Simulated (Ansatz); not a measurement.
# Abstraction of H: C2H8Si + C2H2N → C2H7Si + C2H3N

Species: C2H8Si `CC[SiH3]`, singlet; C2H2N `[CH2]C#N`, doublet; C2H7Si `CC[SiH2]`, doublet; C2H3N `CC#N`, singlet. A radical takes H: the energy is the difference in strength between the Si–H bond broken and the C–H bond made.

Shapes, held fixed at every level: PBE0-D4/def2-TZVP. Flexible molecules stand in one conformer, not always the lowest. Programs: Ansatz 0.2.0. The zero-point and thermal change to 298 K, harmonic and unscaled (PBE0-D4/def2-TZVP), is +12.2 kJ/mol.

```tsv
level	kind	ΔH(298 K) (kJ/mol)	CPU time (sum over the molecules)
HF/def2-SVP	Hartree–Fock	+12.7	–
PBE-D4/def2-TZVPP	GGA	-17.5	23 s
r2SCAN-D4/def2-TZVPP	meta-GGA	-5.6	47 s
B3LYP-D4/def2-TZVPP	global hybrid	-7.0	35 s
PBE0-D4/def2-TZVPP	global hybrid	-16.9	26 s
wB97M-V/def2-TZVPP	range-separated hybrid	-10.9	94 s
B2PLYP/def2-TZVPP	double hybrid	-14.8	42 s
```

B2PLYP/def2-TZVPP gives ΔH(298 K) = -14.8 kJ/mol; the levels span -17.5 to +12.7. They disagree on the sign: 1 of 7 are positive. The median of the levels is -10.9. No measured value is set beside it here. Spin contamination: C2H2N (⟨S²⟩ up to 0.93). Open shells run unrestricted. Times are processor times on shared x86 and Arm servers, and rough.

Every level that includes electron correlation makes hydrogen transfer from silicon to carbon exothermic, but only modestly. The Si–H bond is the weaker one because silicon's larger, more diffuse valence orbitals overlap less well with hydrogen 1s. The advantage is small because the cyanomethyl radical is itself stabilised: its unpaired electron delocalises into the C≡N π system, and this is lost when acetonitrile forms. The vibrational term also works against the reaction, as the stiffer C–H bond carries more zero-point energy than the Si–H bond it replaces.

The positive Hartree–Fock value is therefore no real evidence for an endothermic reaction; it probably reflects missing correlation and a spin-polarised description that favours the delocalised radical, along with the smaller basis. Among the functionals, PBE and PBE0 nearly coincide while B3LYP and PBE0 differ clearly, so exact exchange alone doesn't order the results. The direction of the reaction is well supported, its exact magnitude less so, and the exothermicity doesn't establish a low barrier to abstraction.
